Estimating the sensitivity of core levels to α

Ruthenium's 2p3/2 level moves the wrong way. Relativity binds every level of a one-electron ion more tightly, yet q(2p3/2) of Ru is +4.774 eV: the level rises when the fine-structure constant α grows. In osmium, one period down, the same entry is −41.43 eV. Here ε is a Dirac-Hartree-Fock orbital energy, α0 the real value of α (about 1/137), x = (α/α0)² − 1, and q = dε/dx is the slope at x = 0, so a positive q means less binding at larger α. The column q(total energy) is the same slope for the whole atom.

Spherical neutral atoms in B-spline radial code 1 at the basis-set limit: Dirac-Coulomb Hartree-Fock, averaged over the nl configuration, Fermi nucleus (skin thickness 2.3 fm), no Breit or QED terms. The slopes q = dε/dx (dE/dx for the total energy E), at x = (α/α0)² − 1 = 0, come from runs with the speed of light scaled by 0.98 and 1.02.

```
species   Z      configuration  ε(2p3/2) (eV)  ε(3s1/2) (eV)  q(2p3/2) (eV)  q(3s1/2) (eV)  q(total energy) (eV)
     Fe  26       [Ar] 3d6 4s2       -745.119       -116.184          1.676         -2.238                -252.2
     Ru  44       [Kr] 4d7 5s1       -2887.35       -611.753          4.774         -30.48                 -2517
     Os  76  [Xe] 4f14 5d6 6s2       -10970.3       -3110.35         -41.43         -513.0                -31630
     Co  27       [Ar] 3d7 4s2       -818.370       -126.092          1.789         -2.709                -296.7
     Rh  45       [Kr] 4d8 5s1       -3054.54       -654.894          4.763         -34.22                 -2782
     Ir  77  [Xe] 4f14 5d7 6s2       -11315.5       -3233.26         -44.96         -549.8                -33750
```

The starting point is the Dirac energy of one electron at a bare nucleus of charge Z, expanded in (Zα)², in hartree:

ε = −(Z²/2n²) [1 + ((Zα)²/n)(1/|κ| − 3/(4n))]

with n the principal quantum number and |κ| = j + 1/2. The correction is linear in α², so it is also the slope:

q = k ε (Zα)²,  k = (1/n)(1/|κ| − 3/(4n))

This gives k = 1/4 for 3s1/2 and 1/16 for 2p3/2. Since ε is negative, a positive k means more binding. Estimating q comes down to knowing how the other electrons change k.

The 2p3/2 level: two terms of opposite sign

In a self-consistent atom the slope of an eigenvalue has two parts. The direct part is the relativistic correction to the electron's own motion; it binds, and scales as Z⁴α². The indirect part is the change of the potential made by all other electrons. The s and p1/2 shells contract as α grows, screen the nucleus better and push the level up, while expanding d and f shells act the other way. A repulsion between two inner electrons scales as 1/r, that is as Z, and its relative change as (Zα)², so this part goes as Z³α². Dividing both parts by ε(Zα)², which goes as Z⁴α², suggests

k = a − b/Z

The 2p3/2 electron has almost no density at the nucleus and a small direct coefficient, so the second term can win in light atoms. This is standard theory, and the signs agree with it: k is −0.0625 in Fe, −0.0160 in Ru and +0.0123 in Os. The same runs also show the net contraction, in that the total electron repulsion rises with α in every row, with a slope of 68.4 eV in Fe and 5894 eV in Os. That is the repulsion of the whole atom, however, and not the share felt by 2p3/2; the two parts of q are argued here, not measured separately.

A straight line of k against 1/Z through all six rows gives a = 0.0504 and b = 2.91, or in pocket form

q(2p3/2) ≈ 0.05 (1 − 58/Z) ε (Zα)²

For Ru, Zα = 44/137 = 0.321 and (Zα)² = 0.1031. Then ε(Zα)² = −2887.35 × 0.1031 = −297.7 eV and k = 0.05 × (1 − 58/44) = −0.0159. The product is +4.74 eV, 0.8 % below the tabulated 4.774 eV. For Os, (Zα)² = 0.3076, ε(Zα)² = −3374 eV and k = 0.05 × (1 − 58/76) = +0.0118, which gives −40.0 eV, 3.6 % smaller in size than the tabulated value and the worst of the six rows. Both atoms were part of the fit. A fairer test fits the line to the 3d and 4d atoms alone. It still finds the change of sign and falls short in size by 4.0 % for Os and 2.4 % for Ir.

The constants should not be read as the sizes of the direct and indirect parts. Fixing a at the bare value 1/16 and refitting b misses Os by 52 %, so the derivation supplies the form and not the numbers. The expansion in 1/Z is far from converged: a bare n = 2 level of Fe would lie near 13.6 × 26²/4 ≈ 2300 eV, three times the tabulated binding, so ordinary screening of ε is folded into both a and b, which also trade against each other. With three close pairs of atoms and two constants, the line is checked at essentially one point. The zero near Z = 58 lies in the gap between Rh and Os, where the 4f shell fills, and is an interpolation. Near it k changes by 2.9/58² ≈ 0.0009 per unit of Z, so an error of 0.001 in k, as in Fe, moves the zero by one element, and relative errors lose their meaning. Below the zero a growing ε(Zα)² meets a shrinking bracket, so q must pass through a flat maximum. Ru and Rh, 0.011 eV apart, sit on such a plateau; the rule's error in Ru, 0.038 eV, is larger than the step. For neighbours of these atoms the rule points, within the Dirac-Coulomb model, to a positive q in the 3d and 4d rows and a negative one in the 5d row.

Of the two 2p levels, only 2p3/2 should have the positive sign in the four lighter atoms. The 2p splitting from the same calculation is 131.7 eV in Ru and grows roughly as α², so q(2p1/2) should be near 4.8 − 132 ≈ −127 eV, and near 1.8 − 15.1 ≈ −13 eV in Co. The cancellation also exposes q(2p3/2) to small omitted terms. The first-order Breit shift of this level is positive, and amounts to 57 % of q in Co and 122 % in Ru. It scales roughly as α² and would add a term of about that size. The rule reproduces the Dirac-Coulomb number to a few per cent and the physical sensitivity of those two levels to no better than a factor of about two. The Breit shift also grows steeply with Z, from 1.0 eV in Co to 5.8 eV in Ru. Continued to Os at the same power of Z, it would be about as large as q there and of opposite sign. The zero near Z = 58 and the negative sign in the 5d row are therefore results of the Dirac-Coulomb model; with the Breit term included, the zero should lie at a higher Z.

The 3s level: a constant by compensation

An s electron reaches the nucleus, the direct part dominates, and q(3s1/2) is negative in every row. The tabulated k lies between 0.483 and 0.553 with a mean of 0.522, about twice the bare value:

q(3s1/2) ≈ 0.52 ε (Zα)²

For Ru, −611.753 × 0.1031 = −63.07 eV, and 0.52 times this is −32.8 eV against −30.48 eV, 7.6 % too large and the worst case. Os gives −497 eV against −513.0 eV.

The excess over 1/4 has a plain reading. The relativistic shift is made near the nucleus, where the full charge acts, whereas ε is reduced by all the screening, so their ratio exceeds that of a bare ion. The numbers show two opposite drifts. The ratio of k to its bare Dirac value falls from 2.09 in Fe through 1.79 in Ru to 1.66 in Os as 3s becomes a deeper shell, while higher orders in (Zα)² lift the bare value from 0.257 to 0.322. The product dips at Ru and Rh. These are also the two atoms with a single outer s electron, where the configuration differs and the program's convention for s orbitals may change; that the dip is mostly the compensation is likely but not shown. A constant made by cancellation should not be carried outside Z = 26 to 77. Without ε, the power law −1.9 × 10⁻⁷ Z⁵ eV does slightly better: within 3 % for the four lighter atoms and 6.5 % short for Ir. The exponent exceeds 4 because screening fades and higher orders grow with Z. With a period left out of the fit, either rule errs by up to 11 or 12 %. Breit matters little here, 3.1 % of q in Ru.

The total energy: no response term

The total energy is stationary against changes of the orbitals, so only the explicit dependence on c counts. Split the Dirac kinetic energy as T = A + B, with A linear in c and B, from the rest-mass term, quadratic in c. Since x + 1 varies as 1/c², q = −(A + 2B)/2. For point charges the virial theorem gives A = −V, with V the potential energy, so E = A + B + V = B and

q(total energy) = −(T + E)/2

For Os the same calculation gives T = 19589.2 and E = −17271.04 hartree; half the sum is 1159 hartree, so q = −31540 eV, 0.28 % short of the table. The shortfall is at most 0.1 % in the four lighter atoms, and its growth suits the finite nucleus and the finite step in c. The identity checks the reasoning, but it needs a computed T.

By hand, q is a sum of direct terms, all negative. Dirac slopes of the eighteen 1s to 3p electrons with Slater's screening constants (0.30, 4.15 and 11.25 for n = 1, 2 and 3) fall short by 7.0 to 8.4 % with nothing fitted; one factor of 1.084, the mean over the six rows, brings all within 0.8 %. It presumably covers the omitted shells and too strong a screening near the nucleus. The shortest rule is

q(total energy) ≈ −1.05 × 10⁻⁴ Z^4.5 eV

For Ru, 44^4.5 = 2.486 × 10⁷ gives −2610 eV, 3.7 % too large; for Os it gives −30500 eV, 3.5 % too small, and no row is off by more than 4.0 %. The exponent is an average over a curve, 4.38 between the 3d and 4d atoms and 4.64 between 4d and 5d, so a power law fitted to two periods misses an outer third by 12 to 14 %. In Fe the omitted Breit energy, about 13 eV in the same calculation, is 5 % of q, more than the rule's error of 3.0 % in that atom. Row-by-row errors of all rules are in the output after this section.

All these q are local slopes. They equal the whole relativistic shift only while the energy is linear in α²; for a bare 3s level the slope exceeds the whole shift by 5 % at the Z of Ru and 19 % at that of Os. The constants belong to neutral atoms averaged over a configuration: stripping electrons removes screening and drives k towards its bare value, which for 2p3/2 is positive. And ε, an uncorrelated eigenvalue without relaxation around a core hole, is not a measured binding energy, so an X-ray value put in its place changes the calibration.

Numerical output:

```
row                                     Fe       Ru       Os       Co       Rh       Ir
(Z alpha)^2                         0.0360   0.1031   0.3076   0.0388   0.1078   0.3157
rounding floor of q (4 figures): <= 0.030 %
3s k=q/(eps (Za)^2)                 0.5351   0.4833   0.5362   0.5534   0.4846   0.5386
3s k, bare Dirac ion                0.2565   0.2697   0.3224   0.2570   0.2707   0.3250
3s k/k_bare                           2.09     1.79     1.66     2.15     1.79     1.66
3s k mean 0.522, min 0.483, max 0.553
3s rule 0.52 eps (Za)^2, err %        -2.8      7.6     -3.0     -6.0      7.3     -3.5
3s rival -1.9e-7 Z^5 eV, err %         0.9      2.8     -6.1      0.6      2.5     -6.5
2p3/2 k                            -0.0625  -0.0160   0.0123  -0.0563  -0.0145   0.0126
2p3/2 k, bare Dirac ion             0.0629   0.0637   0.0664   0.0630   0.0638   0.0665
2p fit k=a-b/Z: a=0.0504 b=2.911 zero at Z=57.8
2p rule .05(1-58/Z), err %            -1.5     -0.8     -3.6      1.9     -0.1     -2.0
2p rule, err eV                     -0.025   -0.038    1.472    0.035   -0.005    0.882
2p rival 1/16-3.33/Z, err %            5.2    -17.3     51.8      8.3    -19.9     52.6
total -1.05e-4 Z^4.5 eV, err %        -3.0      3.7     -3.5     -2.3      3.8     -4.0
total Slater-Dirac core, err %        -7.9     -7.0     -8.4     -7.6     -7.0     -8.4
  same times 1.084, err %             -0.2      0.8     -0.7      0.1      0.8     -0.8
virial -(T+E)/2, eV                 -252.0  -2514.8 -31540.2   -296.5  -2779.1 -33652.5
virial err %                         -0.07    -0.09    -0.28    -0.05    -0.10    -0.29
d(repulsion)/dx, eV                   68.4    601.2   5894.4     78.7    658.3   6265.8
bare 3s slope / whole shift           1.02     1.05     1.19     1.02     1.06     1.20
exponent 3s: all 5.07, 3d-4d 4.96, 4d-5d 5.17
exponent total: all 4.51, 3d-4d 4.38, 4d-5d 4.64
leave one period out, err % on its two rows:
 3d: 2p -0.3 3.2 (zero Z=57.8) | 3s k -4.6 -7.7 | 3s pow -10.2 -9.8 | tot pow -13.2 -12.1
 4d: 2p -2.3 -1.8 (zero Z=57.6) | 3s k 11.9 11.6 | 3s pow 5.6 5.4 | tot pow 7.1 7.2
 5d: 2p -4.0 -2.4 (zero Z=58.0) | 3s k -4.1 -4.5 | 3s pow -10.2 -10.6 | tot pow -12.9 -13.5
worked Ru: eps3s*s=-63.07 rule -32.80 table -30.48 eV
  2p: k=-0.01591 eps*s=-297.7 rule 4.736 table 4.774 eV
  total: Z^4.5=2.486e+07 rule -2611 table -2517 eV
worked Os: eps3s*s=-956.68 rule -497.47 table -513.00 eV
  2p: k=0.01184 eps*s=-3374.2 rule -39.958 table -41.430 eV
  total: Z^4.5=2.908e+08 rule -30539 table -31630 eV
Co: 2p splitting 15.1 eV; Breit/|q| 2p3/2 57 %, 3s 4.8 %
Ru: 2p splitting 131.7 eV; Breit/|q| 2p3/2 122 %, 3s 3.1 %
q2p Ru - Rh = 0.011 eV
```
